Two states in one slit: the Fourier link between ψ(x) and φ(p)

An electron of 1 keV, a typical energy for the microscopes that measure linewidths on wafers, flies along z and meets a mask with a slit of assumed width a = 100 nm. Its wavelength is λ = h/√(2mE) = 38.8 pm; relativity would shorten this by 0.05 %, which I drop. I follow only the transverse coordinate x. The numbers I give are the model's, not those of an instrument.

My convention, with p = ħk and |φ|² a probability per unit p, is

φ(p) = (2πħ)^(−1/2) ∫ ψ(x) exp(−ipx/ħ) dx.

The general statement has three parts. First, the map preserves inner products, hence the norm. This is Plancherel's theorem, and formally it follows from ∫ exp(ip(x−x′)/ħ) dp = 2πħ δ(x−x′). Second, if ψ is continuous and piecewise smooth, with ψ and ψ′ square integrable, integration by parts leaves no boundary terms and the transform of −iħψ′ is pφ(p). Multiplying by p in one picture is −iħ d/dx in the other. Third, let ψ be smooth except at finitely many points x_j, where ψ jumps by J_j and ψ′ by K_j, right value minus left. Integrating by parts piece by piece gives, at large |p|,

φ(p) = (2πħ)^(−1/2) [ (ħ/ip) Σ J_j exp(−ipx_j/ħ) + (ħ/ip)² Σ K_j exp(−ipx_j/ħ) + … ].

Cross terms between different points oscillate in p. Averaged over these fringes, |φ|² → ħ Σ|J_j|²/(2πp²) if there are jumps, and ħ³ Σ|K_j|²/(2πp⁴) if there are only kinks. In the first case p²|φ|² tends on average to a positive constant, so ⟨p²⟩ is infinite.

Two real, normalised functions are enough to show all of this exactly. Both vanish for |x| > a/2. Inside,

ψ_T = a^(−1/2), the top-hat left by a thin opaque mask under a plane wave,
ψ_C = (2/a)^(1/2) cos(πx/a), the lowest mode of a hard-walled channel of the same width.

Both are even, so the exponential reduces to cos(px/ħ). With u = pa/(2ħ),

φ_T = (a/(2πħ))^(1/2) sin u / u,
φ_C = (a/(πħ))^(1/2) 2π cos u / (π² − 4u²).

The second is finite at u = ±π/2, where numerator and denominator vanish together. Since dp = (2ħ/a) du, the probability densities in u are

w_T = sin²u/(πu²), w_C = 8π cos²u/(π² − 4u²)².

The norm comes first. ∫ sin²u/u² du = π over the whole line, so w_T integrates to 1, and so does w_C. The overlap is a sharper test, since it feels signs. In x it is (√2/a)(2a/π) = 2√2/π = 0.900. In p it is √8 ∫ sin u cos u /[u(π² − 4u²)] du, and partial fractions give 2√2/π again.

Now the operator. For ψ_C the boundary terms vanish, because ψ_C is zero at the edges. Then ⟨p²⟩ = ħ² ∫ |ψ′|² dx = (πħ/a)², and ∫ u² w_C du = π²/4 says the same. So Δk = π/a = 0.0314 nm⁻¹, the transverse energy ⟨p²⟩/2m is 37.6 µeV, Δx = a (1/12 − 1/(2π²))^(1/2) = 18.1 nm, and ΔxΔp = 0.568 ħ, above the bound ħ/2.

Question: For the top-hat ψ′ is zero inside and zero outside. Doesn't your formula give ⟨p²⟩ = 0?

It would, and with Δx = a/√12 = 28.9 nm that would break the uncertainty relation. The premise of continuity fails. The derivative is a^(−1/2) [δ(x + a/2) − δ(x − a/2)]. Multiply by −iħ and transform, and you get (2πħa)^(−1/2) (−iħ)(e^(iu) − e^(−iu)) = (2πħa)^(−1/2) 2ħ sin u, which is exactly pφ_T. The rule survives for distributions, but sin u is not square integrable. The top-hat is a good vector in Hilbert space that lies outside the domain of p.

Let me show the divergence. With a cut-off |u| < U, that is |p| < P = 2ħU/a,

∫ u² w_T du = (U − ½ sin 2U)/π, so ⟨p²⟩_P ≈ 2ħP/(πa),

which grows linearly without limit.

Question: Is at least ⟨p⟩ zero?

Only as a symmetric limit. Each half of ∫ u w_T du behaves as ∫ sin²u/u du and diverges logarithmically. The distribution has median zero, but strictly no mean.

Here is the comparison with the general tails. The top-hat has J = ±a^(−1/2), so Σ|J|² = 2/a and the rule gives ħ/(πa p²), or 1/(2πu²) per unit u. That is w_T with sin²u replaced by ½. For this state the first term of the expansion is the whole function. The cosine has J = 0 and |K| = (2/a)^(1/2) π/a at each edge, so Σ|K|² = 4π²/a³ and the rule gives 2πħ³/(a³p⁴), or π/(4u⁴). That is the large-u average of w_C. Its ⟨p²⟩ converges and its ⟨p⁴⟩ does not.

Integrating the averaged tails over |u| > U predicts probabilities 1/(πU) and π/(6U³). For the top-hat the exact value is 1 − (2/π)[Si(2U) − sin²U/U], with Si(y) = ∫₀^y (sin t/t) dt. For the cosine I integrate w_C numerically.

U = π: top-hat exact 0.0972, tail law 0.1013; cosine exact 0.0299, tail law 0.0169
U = 10π: top-hat exact 0.01013, tail law 0.01013; cosine exact 1.70×10⁻⁵, tail law 1.69×10⁻⁵

U = π is the first zero of the top-hat pattern, p = h/a or k = 0.0628 nm⁻¹. There the kink law is still poor, because π² is not small beside 4u² and the fringes have not averaged out. It is an asymptotic law, and ten times further out it holds to better than one per cent.

Question: How would one ever see φ?

Free evolution draws it. In the momentum picture φ(p,t) = φ(p) exp(−ip²t/(2mħ)), so |φ|² never changes. In x the propagator carries the phase m(x − x′)²/(2ħt). If the x′² part is negligible across the slit, what remains is a Fourier transform at p = mx/t, and |ψ(x,t)|² = (m/t)|φ(mx/t)|². With t = L/v and mv = h/λ, the dropped phase is at most π(a/2)²/(λL), or 4×10⁻⁴ rad for an assumed screen distance L = 0.5 m. The first zero lies at the angle λ/a = 0.388 mrad, which is 0.194 mm from the axis.

Question: A mask cannot hand the electron infinite energy. What gives way?

The top-hat gives way, in two places. Scattering from a static mask is elastic, so transverse energy is drawn from the motion along z, and components with |k| above k₀ = 2π/λ = 162 nm⁻¹ are evanescent. The top-hat puts only 3.9×10⁻⁵ of its probability there, from 1/(πU) with U = πa/λ, yet the divergence lives there. Cutting at P = ħk₀ gives ⟨k²⟩ = 4/(λa) = 1.03 nm⁻², or 39 meV. That is only a scale, since the small-angle picture fails near k₀.

The edge matters much sooner. Let the amplitude ramp linearly over a width b centred on each edge. This trapezoid is the top-hat convolved with a box of width b, so φ_T is multiplied by sin(kb/2)/(kb/2) and renormalised. Two jumps become four kinks and the tail turns to p⁻⁴. The plateau height A obeys A²(a − b + 2b/3) = 1, and the slopes are ±A/b over a total length 2b, so

⟨p²⟩ = 2ħ²/[b(a − b/3)].

For an assumed b = 5 nm this is ⟨k²⟩ = 4.07×10⁻³ nm⁻², or 0.155 meV. It is finite, and it grows as 1/b when the edge is sharpened.

Question: Then how much of your table survives for such an edge?

The first row largely does, the second does not. At U = 10π we have k = 0.628 nm⁻¹ and kb/2 = π/2, so the edge factor in |φ|² is already 4/π² = 0.405. The p⁻² envelope is visible only between the first fringes and k of about 2/b = 0.4 nm⁻¹. Mask thickness acts on a similar scale: diffraction over an assumed thickness d = 100 nm blurs an edge by roughly √(λd) = 2.0 nm. The tail of φ reports the sharpest feature of ψ, and each exponent holds only over the range of k in which that feature still looks sharp.